## Boundaries of the van Konynenburg–Scott diagram for equal-size van der Waals mixtures

### Premises and conventions

A binary fluid has mole fraction $x \equiv x_2$, molar volume $v$ and molar Helmholtz energy

$$f = RT[x\ln x+(1-x)\ln(1-x)] - RT\ln(v-b) - \frac{a(x)}{v},\qquad a = a_{11}(1-x)^2+2a_{12}x(1-x)+a_{22}x^2 .$$

Ideal-gas terms linear in $x$ are dropped, since they cancel from every equilibrium and stability condition. All $a_{ij}>0$, and $b_{11}=b_{12}=b_{22}=b$. Only fluid phases are considered. Primes on $a$ and $b$ denote $d/dx$, and $w=x(1-x)$. Then $p=-f_v$, the molar Gibbs energy is $g=f+pv$, and $\mu_2-\mu_1=f_x$. The pure fluids have $T_{ci}=8a_{ii}/(27Rb)$ and $p_{ci}=a_{ii}/(27b^2)$, with critical points $C_1$ (the more volatile component) and $C_2$.

The types of van Konynenburg and Scott (1980) are as follows. Type I has one critical line, from $C_1$ to $C_2$. Type II adds a liquid–liquid critical line from an upper critical end point (UCEP) to infinite pressure. In type III the line from $C_1$ ends at a UCEP and the line from $C_2$ runs to infinite pressure. In type V the line from $C_1$ ends at a UCEP, the line from $C_2$ ends at a lower critical end point (LCEP), and a liquid–liquid–vapour line joins the two. Type IV is type V with a further liquid–liquid line to infinite pressure. So I and V are the types with no critical line at infinite pressure.

### Part 1. Reduced parameters

With $s=a_{11}+a_{22}$, define $\zeta=(a_{22}-a_{11})/s$ and $\Lambda=(a_{11}-2a_{12}+a_{22})/s$. Inverting gives $a_{11}=s(1-\zeta)/2$, $a_{22}=s(1+\zeta)/2$, $2a_{12}=s(1-\Lambda)$, so $|\zeta|<1$ and $\Lambda<1$. Collecting powers of $x$,

$$a=s\left[\tfrac12(1-\zeta)+(\zeta-\Lambda)x+\Lambda x^2\right],\qquad a'=s(\zeta-\Lambda+2\Lambda x),\qquad a''=2\Lambda s. \tag{1}$$

The constants $s$ and $b$ only set the units of $T$, $p$ and $v$, so the type depends on $(\zeta,\Lambda)$ alone. Because $T_{ci}\propto a_{ii}$, also $\zeta=(T_{c2}-T_{c1})/(T_{c1}+T_{c2})$.

### Part 2. Azeotropy

An azeotrope is a liquid and a vapour with the same $x$ and $v_L\neq v_V$. Equality of both chemical potentials implies equality of $f_x=RT\ln[x/(1-x)]-a'/v$. The logarithm is common to both phases, which leaves $a'(1/v_L-1/v_V)=0$, that is $a'=0$. By (1),

$$x_{\rm az}=\frac{\Lambda-\zeta}{2\Lambda}=\frac12-\frac{\zeta}{2\Lambda},\qquad 0<x_{\rm az}<1 \iff |\Lambda|>|\zeta|. \tag{2}$$

The remaining conditions, equal $p$ and equal $g$, are those of a pure van der Waals fluid with $a_{\rm az}=s[(1-\zeta)/2-(\Lambda-\zeta)^2/(4\Lambda)]$, solvable for $T<8a_{\rm az}/(27Rb)$. The composition does not depend on temperature. The lines $\Lambda=\pm\zeta$ are the boundaries, on which the azeotrope enters at $x=0$ ($\Lambda=\zeta$) or $x=1$ ($\Lambda=-\zeta$).

*Sign.* For a pure fluid at fixed $T$ and $b$, $dg=v\,dp-da/v$ in each phase. Keeping $g_L=g_V$ gives $dp_{\rm sat}/da=(1/v_L-1/v_V)/(v_L-v_V)=-1/(v_Lv_V)<0$. For $\Lambda>0$, $a_{\rm az}$ is the minimum of $a$, so the azeotropic pressure exceeds both pure vapour pressures. By the Gibbs–Konowalow rule the bubble pressure of stable phases is stationary only at equal compositions, so this point is its maximum (positive azeotrope). For $\Lambda<0$ the same argument gives a minimum (negative azeotrope).

*Stability.* At $x_{\rm az}$, $f_{xv}=a'/v^2=0$, so the liquid is locally stable if $f_{xx}=RT/w-2\Lambda s/v_L>0$. This always holds for $\Lambda<0$. For $\Lambda>0$ it fails at low temperature, where the liquid splits. Condition (2) is therefore necessary for a homogeneous azeotrope, and for $\Lambda>0$ not sufficient at every temperature.

### Part 3. The dense liquid

Put $u=v-b$. On the liquid branch $g$ is stationary in $u$. For small $u$, $a/v=a/b-au/b^2+O(au^2/b^3)$, so the $u$-dependent part of $g$ is $-RT\ln u+\Pi u$ with $\Pi=p+a/b^2$. Its minimum lies at $u=RT/\Pi$, and

$$g=RT[x\ln x+(1-x)\ln(1-x)]+pb-\frac ab+RT\ln\Pi+c(T)+O(au^2/b^3). \tag{3}$$

The expansion holds when $RT\ll b\Pi$, which covers both $p\to\infty$ and $T\to0$. Differentiating twice at fixed $T$ and $p$,

$$g_{xx}=\frac{RT}{w}-\frac{a''}{b}+RT\left[\frac{a''}{b^2\Pi}-\frac{a'^2}{b^4\Pi^2}\right]+\dots \tag{4}$$

### Part 4. The critical line at infinite pressure

As $p\to\infty$ the bracket in (4) and its $x$-derivatives vanish, and the mixture becomes a regular solution:

$$g_{xx}\to\frac{RT}{w}-\frac{2\Lambda s}{b},\qquad g_{xxx}\to-\frac{RT(1-2x)}{w^2}.$$

A critical point needs $g_{xx}=g_{xxx}=0$. The second condition gives $x=1/2$, and the first then gives $4RT=2\Lambda s/b$:

$$T_\infty=\frac{\Lambda(a_{11}+a_{22})}{2Rb}=\frac{27}{16}\,\Lambda\,(T_{c1}+T_{c2}). \tag{5}$$

At $T=T_\infty$, $g_{xx}\ge0$ for all $x$ because $w\le1/4$, so $g$ is convex and the point is globally stable, with $g_{xxxx}=32RT>0$. The $1/p$ term of (4), $RTa''/(b^2p)$, is independent of $x$. Keeping it and using $a''=4bRT_\infty$ gives $T\simeq T_\infty[1-RT_\infty/(bp)]$, so the asymptote is approached from below.

For $\Lambda>0$ a stable critical line reaches infinite pressure, which excludes types I and V. For $\Lambda\le0$ the limit of $g_{xx}$ is positive at every $T>0$, and no such line exists. **Types I and V occupy $\Lambda<0$, with $\Lambda=0$, where $T_\infty=0$, as the boundary.**

The cold liquid confirms this. As $T\to0$ the vapour pressure is negligible against $a/b^2$, and (4) becomes

$$g_{xx}=RT\left[\frac1w+\frac{a''}{a}-\frac{a'^2}{a^2}\right]-\frac{2\Lambda s}{b}+O(T^2). \tag{6}$$

The last explicit term decides: the liquids demix as $T\to0$ for $\Lambda>0$ and mix for $\Lambda<0$. At $\Lambda=0$ the bracket decides. There $a$ is linear in $x$, and $w\,a'^2/a^2$ has its maximum $\zeta^2/(1-\zeta^2)$ at $x=(1-\zeta)/2$. It exceeds 1 for $|\zeta|>1/\sqrt2=0.707$. For such $\zeta$ and slightly negative $\Lambda$, $g_{xx}$ is positive at $T\to0$ and turns negative on heating. This is the LCEP of type V. It is driven by the term $a'^2/a^2$, which expresses the different free volumes of the two liquids.

### Part 5. Where type V begins on $\Lambda=0$

The condition $\Lambda\le 0$ does not separate I from V. A three-phase line is born out of an unbroken critical line at a tricritical point, where three phases become identical. On $\Lambda=0$ this point follows from algebra. Write $a=a_{11}+dx$ with $d=a_{22}-a_{11}>0$, and fix $T$ and $\Delta=\mu_2-\mu_1$. Since $f_{xx}=RT/w>0$, the condition $f_x=\Delta$ fixes $x$ uniquely at each density. With $\rho=b/v$, $\alpha=a_{11}/(bRT)$, $k=d/(bRT)$ and $\delta=\Delta/(RT)$,

$$x=\frac1{1+e^{-(\delta+k\rho)}},\qquad P\equiv\frac{pb}{RT}=\frac{\rho}{1-\rho}-\rho^2(\alpha+kx).$$

The function $\phi(v)=f-\Delta x$ obeys $p=-d\phi/dv$ and $\phi+pv=\mu_1$, so coexistence is a common tangent to $\phi(v)$, as for a pure fluid. Three stable branches of $P(\rho)$ merge where its first four derivatives vanish. The derivatives of $x$ with respect to $\delta+k\rho$ are $w$, $w(1-2x)$, $w(1-6w)$ and $w(1-2x)(1-12w)$. Define $t=\rho/(1-\rho)$, $U=(1+t)^2$, $z=k\rho$, $q=z(1-2x)$ and $W=z^2w$, so that $z^2=q^2+4W$. Leibniz's rule applied to $\rho^2x$ turns the vanishing of $P_\rho$, $\rho P_{\rho\rho}-P_\rho$, $\rho^2P_{\rho\rho\rho}$ and $\rho^3P_{\rho\rho\rho\rho}$ into

$$U=2\alpha\rho+(z-q)+W,\qquad (2t-1)U=W(q+3),$$
$$6t^2U=W(q^2+6q+6-2W),\qquad 24t^3U=W(q+2)(q^2+6q-8W). \tag{7}$$

Eliminating $W$ between the second and third equations gives, for $y=q+3$, the cubic $y^3-6t^2y^2/(2t-1)-3y-2(2t-1)U=0$. Its real root, inserted in the fourth equation, leaves one equation in $t$. The solution is $t=1.058$, $q=3.679$, $W=0.707$, hence $z=4.045$, $x=0.045$, $\rho=0.514$ and $2\alpha\rho=3.161$. The fifth derivative of $P$ is positive, so the point is locally stable. Since $\zeta=d/(2a_{11}+d)=z/(2\alpha\rho+z)$,

$$\zeta_t=0.561,\qquad \frac{T_{c2}}{T_{c1}}=\frac{1+\zeta_t}{1-\zeta_t}=3.56,\qquad \frac{T}{T_{c1}}=\frac{27}{8\alpha}=1.10,\qquad \frac{p}{p_{c1}}=\frac{27P}{\alpha}=1.33.$$

At $\zeta=\Lambda=0$ the components are identical and the behaviour is type I. Continuity then gives type I for $|\zeta|<\zeta_t$ and type V just above it, provided that no other stable root of (7) lies at smaller $\zeta$. That proviso is assumed here, not proved. Off the axis the tricritical line, and the boundary between types III and IV, need numerical solution.

### Part 6. The geometric mean

Setting $a_{12}=(1-k_{12})\sqrt{a_{11}a_{22}}$ and using $\sqrt{a_{11}a_{22}}=\tfrac s2\sqrt{1-\zeta^2}$ in $2a_{12}=s(1-\Lambda)$,

$$\Lambda=1-(1-k_{12})\sqrt{1-\zeta^2},\qquad k_{12}=0:\quad\Lambda=1-\sqrt{1-\zeta^2}. \tag{8}$$

The geometric mean is the lower arc of the circle $\zeta^2+(1-\Lambda)^2=1$. For $0<|\zeta|<1$ it has $\Lambda>0$, and $\Lambda<|\zeta|$ because $1-|\zeta|<\sqrt{(1-|\zeta|)(1+|\zeta|)}$. Such mixtures are never azeotropic and never of type I or V. Reaching $\Lambda<0$ takes $k_{12}<1-1/\sqrt{1-\zeta^2}$, which is the statement that $a_{12}$ exceeds the arithmetic mean.

### Range of validity

Results (2), (5) and (8) are exact for the model as stated. Their transfer to real mixtures is limited in four ways.

1. *Size.* Let $b=b_1(1-x)+b_2x$, which is $b_{12}=(b_{11}+b_{22})/2$. Equation (3) still holds and $pb$ is still linear in $x$. With $A_{ij}=a_{ij}/(b_ib_j)$ and $D=A_{11}-2A_{12}+A_{22}$, one has $a/b=A_{11}b_1(1-x)+A_{22}b_2x-Db_1b_2w/b$, and $(w/b)''=-2b_1b_2/b^3$. Hence
$$g_{xx}\to\frac{RT}{w}-\frac{2Db_1^2b_2^2}{b^3}. \tag{9}$$
The sign rule and (8) survive if $\zeta$ and $\Lambda$ are built from $A_{ij}$ in place of $a_{ij}$. The spinodal temperature $2Db_1^2b_2^2w/(Rb^3)$ is maximal, and hence critical, where $(r-1)x^2-2rx+1=0$ with $r=b_2/b_1$, that is at $x^*=(r-\sqrt{r^2-r+1})/(r-1)$. Equations (2), (5) and (7) do not survive.
2. *Non-additive covolumes.* If $b''\ne0$, the term $pb''$ dominates $g_{xx}$ at high pressure and $\Lambda$ no longer decides.
3. *Equation of state.* The model is mean-field, its repulsive term is crude at liquid densities, and it has no combinatorial entropy of chain molecules. Temperatures from it are indicative only.
4. *Solids.* A critical line below the freezing surface cannot be seen, so type II can appear as type I, and type IV as type V.

### Numerical illustration: methane (1) and n-hexane (2)

The inputs are approximate critical constants: $T_{c1}=190.6$ K, $p_{c1}=46.0$ bar, $T_{c2}=507.6$ K, $p_{c2}=30.3$ bar.

*Equal sizes, critical temperatures kept.* Then $\zeta=317.0/698.2=0.454$ and $\sqrt{1-\zeta^2}=0.891$. The geometric mean gives $\Lambda=0.109$. Equation (2) gives $x_{\rm az}=-1.58$, outside the physical range, so there is no azeotrope. Equation (5) gives $T_\infty=128$ K, so the model mixture is not of type V. Removing that line needs $k_{12}\le-0.122$. Even at $\Lambda=0$ the ratio $T_{c2}/T_{c1}=2.66$ falls short of 3.56, which would need $T_{c2}=678$ K, so by Part 5 the model is then of type I.

*Size of the neglected term.* From $b_i=RT_{ci}/(8p_{ci})$, $b_1=43.1$ and $b_2=174.1$ cm³/mol, so $r=4.04$. Since $A_{ii}=27p_{ci}$, the general parameters are $\zeta=(30.3-46.0)/76.3=-0.206$ and, for the geometric mean, $\Lambda=0.0214$ and $D=27(\sqrt{p_{c1}}-\sqrt{p_{c2}})^2=44.1$ bar. Even the sign of $\zeta$ has changed. Equation (9) gives $x^*=0.130$, $b=60.1$ cm³/mol and $T_\infty=31$ K. At low pressure the term $RT\ln\Pi$ of (3) adds $[\ln(a/b^2)]''=3.3$ to $1/w=8.8$, which lowers the spinodal at $x^*$ to about 23 K. There the expansion parameter $RTb/a$ is 0.03.

*Reading.* Methane–n-hexane is typically classed as type V, with a three-phase line from roughly 182 to 196 K. This is typical knowledge, not a measurement reported here. The equal-size model misses it qualitatively: at $\Lambda=0$ it has no LCEP at this $\zeta$, and with the geometric mean it has a critical line to infinite pressure, at a temperature about four times that of the version with the covolumes kept. In that version the model's low-temperature demixing, at 23 to 31 K, lies far below the approximate freezing points of methane (91 K) and n-hexane (178 K). An observed type V is therefore compatible with $\Lambda>0$, as a type IV whose third critical line is hidden by solids. Whether the unequal-size model also produces the LCEP is a question for its tricritical condition, which (9) does not answer.